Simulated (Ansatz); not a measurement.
# A series in volume per atom on SO

All results are calculated (Ansatz 0.2.0 development build). Equation of state of a cubic crystal from periodic Kohn-Sham density functional theory without spin; pressure corrected for the finite basis.

Cell of the first row (space group Fm-3m, No. 225):
```
SO
1.0
      0.0000     2.2477     2.2477
      2.2477     0.0000     2.2477
      2.2477     2.2477     0.0000
S O
1 1
Direct
  0.00000 0.00000 0.00000
  0.50000 0.50000 0.50000
```

Settings of every row: formula SO; structure type rock salt; functional r2SCAN; spin treatment none; k mesh 13x13x13; occupation method fermi-dirac; occupation width 0.1 eV; wave cutoff 700 eV; datasets hard PAW; density cutoff ratio 4; xc grid level 2.

Limits: a cubic model structure, not a phase known at ambient conditions; pseudopotentials made with PBE, not this functional; the SCF threshold is loose for a stress in some rows.

| row | volume per atom (Å³) | energy above lowest point (meV/atom) | pressure (GPa) |
| --- | --- | --- | --- |
| 1 | 11.355 | 26.84 | 11.333 |
| 2 | 11.725 | 7.38 | 5.663 |
| 3 | 12.096 | 0 | 0.86 |
| 4 | 12.466 | ? | ? |
| 5 | 12.836 | 14.33 | -6.644 |

Question: what energy above lowest point and pressure should row 4 give?

Worked fit of energy above lowest point. Take u = (V_r/V)^(2/3) − 1 with V_r = 11.91 Å³ an atom, which is twice the finite (Eulerian) strain; such expansions in the strain, on which the Birch-Murnaghan equation of state is built, carry the rest volume and the bulk modulus. The shown rows have u = 0.03232, 0.01049, -0.01028, -0.04869. Least squares give energy above lowest point = 2.32 + 357.17 × u + 12404.8 × u² meV/atom; a straight line predicts inner rows, each left out in turn, worse (root mean square 13 against 0.1 meV/atom). The rows lie off it by 0.02, -0.05, 0.04, -0.01 (root mean square 0.034 meV/atom). Its lowest point lies at u = -0.0144, or V = 12.17 Å³ an atom, and the curvature there gives the bulk modulus at fixed shape and fractions, B = (4/9)(1 + u)² E″(u)/V = 141 GPa. The withheld row has u = -0.02996, so the fit gives 2.32 + 357.17 × (-0.02996) + 12404.8 × (-0.02996)² = 2.75 meV/atom.

The calculation gave 2.84 meV/atom. The fit lies 0.09 meV/atom (3.2 % of the value, 0.34 % of the column's range) below it; its largest miss of a shown row is 0.05 meV/atom.

Worked fit of pressure. Take u = (V_r/V)^(2/3) − 1 with V_r = 11.91 Å³ an atom, which is twice the finite (Eulerian) strain; such expansions in the strain, on which the Birch-Murnaghan equation of state is built, carry the rest volume and the bulk modulus. The shown rows have u = 0.03232, 0.01049, -0.01028, -0.04869. Least squares give pressure = 3.1706 + 232.121 × u + 628.1 × u² GPa; a straight line predicts inner rows, each left out in turn, worse (root mean square 0.65 against 0.024 GPa). The rows lie off it by 0.004, -0.012, 0.009, -0.002 (root mean square 0.0078 GPa). The pressure vanishes at u = -0.0142, or V = 12.17 Å³ an atom, and there the bulk modulus at fixed shape and fractions is B = −V dP/dV = (2/3)(1 + u) dP/du = 141 GPa. The withheld row has u = -0.02996, so the fit gives 3.1706 + 232.121 × (-0.02996) + 628.1 × (-0.02996)² = -3.220 GPa.

The calculation gave -3.206 GPa. The fit lies 0.014 GPa (0.078 % of the column's range) below it; its largest miss of a shown row is 0.012 GPa.
